**Margin 1. Conventions.** The wall is a 180° wall in a tetragonal perovskite with a cubic parent phase. Its normal is $x\equiv x_1$, $P_3(\pm\infty)=\pm P_s$, and $\Delta(x)=P_s^2-P_3^2$. Voigt notation is used, with $e_5=2e_{13}$ and a free shear electrostriction $e_5=Q_{44}P_1P_3$. The flexoelectric energy density at given strain is $-f_{ijkl}P_k\partial_l e_{ij}$, which in one dimension reads

$$-f_{11}P_1e_1'-f_{12}P_1(e_2+e_3)'-f_{44}P_3e_5' .$$

Gradient energies are $\tfrac12 g_{11}P_1'^2+\tfrac12 g_{44}P_3'^2$. The profile is modelled as $P_3=P_s\tanh(x/w)$, so $\Delta=P_s^2\,\mathrm{sech}^2(x/w)$. The carrier charge $q$ carries its sign.

Inputs for PbZr$_{0.2}$Ti$_{0.8}$O$_3$ at 300 K, all typical or approximate: $P_s=70\ \mu$C/cm²; $Q_{11},Q_{12},Q_{44}=0.0814,-0.0245,0.0642$ m⁴/C²; $s_{11},s_{12},s_{44}=8.2,-2.6,14.4\times10^{-12}$ Pa⁻¹; stress-free Landau coefficients of $P_i^2$, $P_i^2P_j^2$ and $P_i^4P_j^2$ equal to $\alpha_1=-1.48$, $\alpha_{12}=6.32$, $\alpha_{112}=9.68$ in units of $10^8$ SI; background permittivity $\varepsilon_b=7$; $w=0.5$ nm; $g_{44}=1.0\times10^{-10}$ and renormalised $g_{11}^*=2.0\times10^{-10}$ V m³/C. The couplings $f_{11}=5$ V, $f_{12}=0$, $f_{44}=2$ V are illustrative. Only their scale of a few volts is typical, and even their signs are assumed. At 300 K, $kT/e=25.9$ mV.

**Margin 2. The normal strain is a small difference.** Compatibility fixes $e_2=Q_{12}P_s^2$ and $e_3=Q_{11}P_s^2$ everywhere, and equilibrium gives $\sigma_1=\sigma_5=0$. Adding the equations for $e_2$ and $e_3$ yields

$$\sigma_2+\sigma_3=\frac{Q_{11}+Q_{12}}{s_{11}+s_{12}}\,\Delta .$$

Then $\delta e_1=s_{12}(\sigma_2+\sigma_3)-Q_{12}\Delta=K\Delta$, with

$$K=-\frac{Q_{12}s_{11}-Q_{11}s_{12}}{s_{11}+s_{12}} .$$

At the centre the in-plane stresses sum to 5.0 GPa. The Poisson term is $-0.0129$, the released electrostriction is $+0.0120$, and what remains is $\delta e_1(0)=-0.94\times10^{-3}$, or $K=-0.0019$ m⁴/C². $K$ vanishes when $s_{12}/s_{11}=Q_{12}/Q_{11}$, and here these ratios are $-0.317$ and $-0.301$. A change of 1% in $Q_{12}$ moves $K$ by 19%. Neither the size nor the sign of $\delta e_1$ is robust for this composition.

**Margin 3. A second channel of the same order.** Since $e_2$ and $e_3$ are constant, $f_{12}$ drops out and the normal strain acts on $P_1$ as a field $f_{11}\delta e_1'$. The shear must be followed too. After integration by parts its energy is $\tfrac12c_{44}e_5^2-c_{44}Q_{44}e_5P_1P_3+f_{44}e_5P_3'$ with $c_{44}=1/s_{44}$, and $\sigma_5=0$ gives

$$e_5=Q_{44}P_1P_3-f_{44}P_3'/c_{44}.$$

The second term is a shear of $-0.040$ at the centre, which shifts one domain against the other along $x_3$ by $2f_{44}P_s/c_{44}=0.40$ Å. Through the electrostrictive coupling it exerts on $P_1$ the field $c_{44}Q_{44}e_5P_3\to-f_{44}Q_{44}P_3P_3'=\tfrac12f_{44}Q_{44}\Delta'$. The total driving field is therefore

$$A\,\Delta'(x),\qquad A=f_{11}K+\tfrac12f_{44}Q_{44}.$$

Per volt of coupling, $AP_s^2$ gains $-0.94$ mV from the normal strain and $15.7$ mV from the shear, a ratio of 17. With the inputs the two channels give $-4.7$ mV and $+31.5$ mV, and $\varphi_0\equiv AP_s^2=26.8$ mV. The familiar form $\varphi=f_{11}\delta e_1$ is the limit $|f_{44}Q_{44}|\ll2|f_{11}K|$, which these inputs do not approach. A shear of 4% also strains linear elasticity, so the larger channel is good to one figure at best.

The same elimination changes $g_{44}$ into $g_{44}^*=g_{44}-f_{44}^2/c_{44}=0.42\times10^{-10}$ V m³/C. Positivity needs $|f_{44}|<\sqrt{g_{44}c_{44}}=2.6$ V, which caps the shear channel at 41 mV. Since $w\propto\sqrt{g_{44}^*}$, the wall narrows on the way to that cap.

**Margin 4. Strain-based and stress-based energies differ.** One may instead start from a Gibbs energy with a term $-F_{ijkl}P_k\partial_l\sigma_{ij}$, where $F=fs$ and $F_{12}=f_{11}s_{12}+f_{12}(s_{11}+s_{12})$. With $\sigma_1=\sigma_5=0$ it drives $P_1$ by $F_{12}(\sigma_2+\sigma_3)'$ alone. For the same inputs $F_{12}=-1.3\times10^{-11}$ m³/C and the amplitude is $-64.7$ mV, opposite in sign to $\varphi_0$. The reason is that the Legendre transform of the strain-based energy also produces cross terms of the type $fQ\,PP\,\partial P$. They add

$$\left[-f_{11}Q_{12}-f_{12}(Q_{11}+Q_{12})+\tfrac12f_{44}Q_{44}\right]P_s^2=91.5\ \text{mV},$$

and the sum is again 26.8 mV. An invariant $hP_3^2\,\partial_1P_1$ is allowed by cubic symmetry, and it shifts $A$ to $A-h$. Setting $h=0$ at fixed strain, as done here, and setting it to zero at fixed stress are different models. Their distance, 91.5 mV, gives the natural size of the neglected term, and it exceeds the effect. The form of everything below is unaffected, since only $\varphi_0$ enters, but the value and sign of $\varphi_0$ belong to the model.

**Margin 5. One transfer function.** Let $a=1/(\varepsilon_0\chi)$ be the stiffness of $P_1$, and let free carriers of density $n_0$ respond linearly, $\rho=-\kappa\varphi$ with $\kappa=q^2n_0/kT$. The condition $\sigma_1=0$ adds a converse strain $-f_{11}P_1'/c_{11}$ to $\delta e_1$, with $1/c_{11}=(s_{11}-s_{12})(s_{11}+2s_{12})/(s_{11}+s_{12})$. This lowers $g_{11}$ to $g_{11}^*=g_{11}-f_{11}^2/c_{11}$, here by $1.4\times10^{-10}$ V m³/C. The equations are

$$aP_1-g_{11}^*P_1''=-\varphi'+A\Delta',\qquad(-\varepsilon_0\varepsilon_b\varphi'+P_1)'=-\kappa\varphi .$$

For uniform $a$, Fourier components $e^{ikx}$ obey

$$\varphi_k=\frac{A\Delta_k}{1+(a+g_{11}^*k^2)(\varepsilon_0\varepsilon_b+\kappa/k^2)} .$$

When the denominator is close to 1, $\varphi=A\Delta$, which is even in $x$. Without carriers $D_1=0$, so $P_1=\varepsilon_0\varepsilon_b\varphi'$, which is odd.

**Margin 6. Dimensional analysis.** Seven quantities enter: $\varphi_0$, $w$, $a$, $g_{11}^*$, $\varepsilon_0\varepsilon_b$, $qn_0$ and $kT/q$. They are built from three dimensions, namely length, charge and potential, so four groups remain:

- $\eta=\varepsilon_0\varepsilon_ba=\varepsilon_b/\chi$, incomplete depolarisation;
- $r=\ell/w$ with $\ell=\sqrt{\varepsilon_0\varepsilon_bg_{11}^*}$, gradient stiffness;
- $w/\lambda$ with $\lambda^2=\varepsilon_0\varepsilon/\kappa$ and $\varepsilon=\chi+\varepsilon_b$, screening;
- $u=-q\varphi_0/kT$, nonlinearity, positive for attracted carriers.

The product $fQP_s^2$ is already a voltage. The leading well depth therefore contains neither $w$ nor a permittivity, while $P_1$ needs both and scales as $\varepsilon_0\varepsilon_b\varphi_0/w$. The maximum of $|\Delta'|$ is $4P_s^2/(3\sqrt3\,w)$, reached at $\tanh(x/w)=\pm1/\sqrt3$, that is $|x|=0.33$ nm. There

$$|P_1|_{\max}=\frac{4}{3\sqrt3}\frac{\varepsilon_0\varepsilon_b\varphi_0}{w}=0.26\ \mu\text{C/cm}^2 ,$$

which is 0.4% of $P_s$, with a field of 0.41 MV/cm. For $A>0$, $P_1$ points towards the wall from both sides. The bound charge is positive in the core and negative in the flanks. It has no net charge and no net dipole, hence no potential step, only the area $\int\varphi\,dx=2w\varphi_0/(1+\eta)$.

**Margin 7. The parameter $\eta$.** With $r\to0$ and no carriers, $\varphi=A\Delta/(1+\eta)$ and $P_1=\varepsilon_0\varepsilon_bA\Delta'/(1+\eta)$. For $\eta\ll1$ the leading correction is the factor $1-\eta$. For $\eta\gg1$, the case of a stiff dielectric, $\varphi\to A\Delta/\eta$ and $P_1\to\varepsilon_0\chi A\Delta'$, both with the correction $1-1/\eta$. The crossover is at $\chi=\varepsilon_b$. In the domain $a=2(\alpha_1+\alpha_{12}P_s^2+\alpha_{112}P_s^4)=7.9\times10^8$ V m/C, so $\chi=143$, $\varepsilon=150$ and $\eta=0.049$. At the centre $a=2\alpha_1-2Q_{12}(\sigma_2+\sigma_3)=-0.5\times10^8$ V m/C, so $\eta=-0.003$. The negative value is harmless for the Néel component, because the depolarisation stiffness $1/(\varepsilon_0\varepsilon_b)=1.6\times10^{10}$ V m/C dominates. The variation of $a$ across the wall thus matters at the level of 5%.

**Margin 8. The parameter $r$.** With $\eta=\kappa=0$ the factor $1/(1+\ell^2k^2)$ convolves $\Delta$ with $e^{-|x|/\ell}/2\ell$. At the centre $\varphi(0)=\varphi_0G(r)$, where

$$G(r)=\int_0^\infty e^{-t}\,\mathrm{sech}^2(rt)\,dt=p\left[1-p\,\beta\!\left(1+\tfrac p2\right)\right],\quad p=\frac1r,$$

and $\beta(z)=\tfrac12[\psi(\tfrac{z+1}2)-\psi(\tfrac z2)]$ with $\psi$ the digamma function. Expanding $\mathrm{sech}^2$ for small $r$, or the exponential for large $r$, gives

$$G\simeq1-2r^2+16r^4\quad(r\ll1),\qquad G\simeq\frac1r-\frac{\ln2}{r^2}+\frac{\pi^2}{24r^3}\quad(r\gg1).$$

| $r$ | 1/2 | 1 | 2 |
|---|---|---|---|
| $G$ | $4\ln2-2=0.773$ | $\pi/2-1=0.571$ | 0.367 |

The crossover lies near $r=1$. For an abrupt wall the well has width $\ell$ and depth $\varphi_0w/\ell$, at unchanged area. Here $\ell=0.11$ nm and $r=0.22$. The small-$r$ series is only asymptotic. Its partial sums 0.90 and 0.94 bracket $G=0.92$, so $\varphi(0)=25$ mV. The peak of $P_1$ is more sensitive. Its first correction is the factor $1-4r^2$, with $4r^2=0.20$. Since $\ell$ is below a lattice spacing, these corrections show a trend and carry no precision.

Two back-actions can be sized here. The converse strain at the centre is $+2f_{11}\varepsilon_0\varepsilon_b\varphi_0/(c_{11}w^2)=3.8\times10^{-4}$ to leading order in $r$. It cancels 41% of $K\Delta(0)$, so the strain formula of Margin 2 is not the whole normal strain, although the effect on $\varphi$ is already inside $g_{11}^*$. The energy gained by $P_1$ lowers $g_{44}^*$ by at most $4\varepsilon_0\varepsilon_bA^2P_s^2$, or 0.9%, so the Ising profile is safe.

**Margin 9. The parameter $w/\lambda$.** Drop $\ell$ and the term $g_{11}^*\kappa$. The factor becomes $k^2\lambda^2/(1+k^2\lambda^2)$, up to $1/(1+\eta)$, and the same function returns:

$$\varphi(0)=\varphi_0\left[1-G(\lambda/w)\right].$$

For weak screening this is $1-w/\lambda+\ln2\,(w/\lambda)^2$. The correction is linear in $w/\lambda$, hence proportional to $\sqrt{n_0}$. It comes from a halo $-\varphi_0(w/\lambda)e^{-|x|/\lambda}$ of opposite sign. The permittivity in $\lambda$ is the full transverse one, since the halo lies in the domains. For $n_0=10^{18}$ cm⁻³, an assumed density, $\lambda=14.6$ nm and $w/\lambda=0.034$.

The crossover $\lambda=w$ needs $n_0=8.6\times10^{20}$ cm⁻³. There the dropped term $g_{11}^*\kappa\approx(r_c/\lambda)^2$ is no longer small, because the correlation length $r_c=\sqrt{g_{11}^*/a}=0.50$ nm equals $w$. Keeping it, and neglecting $\varepsilon_b$ against $\chi$, strong screening gives $\varphi_k=A\Delta_kk^2/[\kappa(a+g_{11}^*k^2)]$, so

$$\varphi(0)=\varphi_0\,\frac{\lambda^2}{r_c^2}\left[1-G(r_c/w)\right].$$

This tends to $2\varphi_0\lambda^2/w^2$ for $r_c\ll w$, but for $r_c=w$ the prefactor is $2-\pi/2=0.43$ in place of 2. The well dies as $1/n_0$ while $P_1$ is released towards $\varepsilon_0\chi A\Delta'$, larger by up to $\chi/\varepsilon_b=20$. This limit is only indicative. At such densities Boltzmann statistics is doubtful, and the uniform $a$ fails inside the core.

**Margin 10. The parameter $u$, and where the carriers come from.** For $w\ll\lambda$ the core holds the sheet excess $N=n_0e^{-\delta}wI(u)$, where $\delta$ is the halo shift in units of $kT$ and

$$I(u)=\int_{-\infty}^\infty\left(e^{u\,\mathrm{sech}^2s}-1\right)ds\simeq\begin{cases}2u+\tfrac23u^2+\tfrac8{45}u^3,&|u|\ll1\\ e^u\sqrt{\pi/u}\,\left(1+\tfrac1{2u}\right),&u\gg1.\end{cases}$$

Take one mobile species on a fixed compensating background. The halo obeys $\psi_h''=(1-e^{-\psi_h})/\lambda^2$ for $\psi_h=q\varphi/kT$. Its first integral gives the carriers missing from the two sides, and neutrality reads

$$e^{-\delta}\,wI(u)=2\lambda\sqrt{2\left(\delta-1+e^{-\delta}\right)} .$$

For small $\delta$ this is $\delta=(w/2\lambda)I(u)$, which reproduces the correction $w/\lambda$ at small $u$. Self-limitation starts at $I(u)\approx2\lambda/w=59$, so at $u\approx\ln(2\lambda/w)=4.1$, a depth of 0.11 V for a unit charge. Beyond it the central enhancement is

$$e^{u-\delta}\simeq\frac{2\lambda}{w}\sqrt{\frac{2u(\delta-1)}{\pi}} ,$$

which grows about linearly with $u$ and no longer exponentially. This holds while the central density stays below the crossover density of Margin 9.

Neutrality has a consequence that the bare factor $\exp(-q\varphi/kT)$ hides. $D_1$ vanishes on both sides, so $\int(n-n_0)\,dx=0$ exactly for an isolated wall in a thick crystal. At uniform mobility the excess sheet conductance of core plus halo is zero. A net excess needs a probe finer than $\lambda$, electrodes closer than $\lambda$, or a second mobile species to supply the countercharge.

In the setting $u=1.04$ for electrons, $I=3.0$, $\delta=0.05$ and $N=1.4\times10^{11}$ cm⁻². Holes are depleted for this sign of $A$, and doubly charged oxygen vacancies are repelled with twice the exponent. A negative $A$ reverses the roles.

**Margin 11. Is the carrier small enough?** A local Boltzmann factor presumes a carrier localised within $w$. For a band carrier of mass $m$ the linear density response at wavenumber $k$ is multiplied by $\int_0^1\exp[-\hbar^2k^2s(1-s)/2mkT]\,ds$. This averages the well over Gaussians of variance $\gamma w^2s(1-s)$, with $\gamma=\hbar^2/(mkTw^2)$. The response at the centre is reduced by the factor

$$1-\frac\gamma6\quad(\gamma\ll1),\qquad\sqrt{\frac{2\pi}\gamma}-\frac{4\ln2}\gamma\quad(\gamma\gg1).$$

For the free-electron mass $\gamma=11.8$, and the integral gives 0.5. The crossover $\gamma=6$ lies at $m=2.0\,m_e$. The local factor suits small polarons and ionic defects and overstates the accumulation of light carriers.

The carrier energy is also more than $q\varphi$. A band edge shifts by $D\,\delta e_1+b\Delta$. With a typical deformation potential $D$ of 5 eV the first term has the size 4.7 meV, like the $f_{11}$ channel. For electrons only the combination $(D-ef_{11})\delta e_1$ is independent of the reference chosen for the potential. The second term reflects the change of the gap between the polar and the non-polar structure, typically of order 0.1 eV in titanates, or $3.9\,kT$. It rivals the electrostatic well, and it is screened by the same halo.

**Margin 12. Temperature and tilt.** Near a second-order transition, with $\tau\propto T_0-T$, mean-field theory has $P_s^2\propto\tau$, $w\propto\tau^{-1/2}$ and $a\propto\tau$. Then $\varphi_0\propto\tau$, $P_1\propto\tau^{3/2}$, $P_1/P_s\propto\tau$, $\eta\propto\tau$ and $r\propto\tau^{1/2}$. The leading formulas become exact as the effect vanishes. At fixed $n_0/T$ the ratio $w/\lambda$ is independent of $\tau$, since $\lambda^2\propto\chi\propto1/\tau$. The transition of this composition is typically described as weakly first order, which cuts these powers off at a finite $P_s$.

Neutrality of the wall is itself a limit. A wall inclined by a small angle $\theta$ to the polar axis, over a length above $\lambda$, carries the sheet charge $2P_s\theta$. Linear screening gives the potential $P_s\theta\lambda/(\varepsilon_0\varepsilon)$, which equals $\varphi_0$ at

$$\theta^*=\frac{\varepsilon_0\varepsilon\,\varphi_0}{P_s\lambda}=3.5\ \text{mrad}=0.20^\circ .$$

As $\theta^*\propto\sqrt{n_0}$, purer crystals tolerate still less tilt.

**Margin 13. The setting on one card.**

| group | value | crossover | effect on the centre |
|---|---|---|---|
| $\eta$ | $-0.003$ to 0.049 | 1 | below 5% |
| $r$ | 0.22 | about 1 | factor 0.92 |
| $w/\lambda$ | 0.034 | 1 | $\delta=0.05$ |
| $u$ | 1.04 | 1 (linearity), 4.1 (self-limitation) | not yet limited |
| $\gamma$, $m=m_e$ | 11.8 | 6 | response halved |

For localised electrons the central enhancement is $\exp(uG-\delta)=2.5$, or 2.4 if the exponent $uG$ is divided by $1+\eta$ with the domain value of $\eta$. This is the model's number, resting on assumed couplings and on $h=0$ at fixed strain. As typical knowledge, the current contrast between walls and domains of such films under a conducting tip is one to several orders of magnitude, so the model falls short by roughly an order of magnitude or more. The terms sized above point to where the rest can lie: the invariant $h$, the band-edge shift, and tilts of a few tenths of a degree each match or exceed a well that is one $kT$ deep.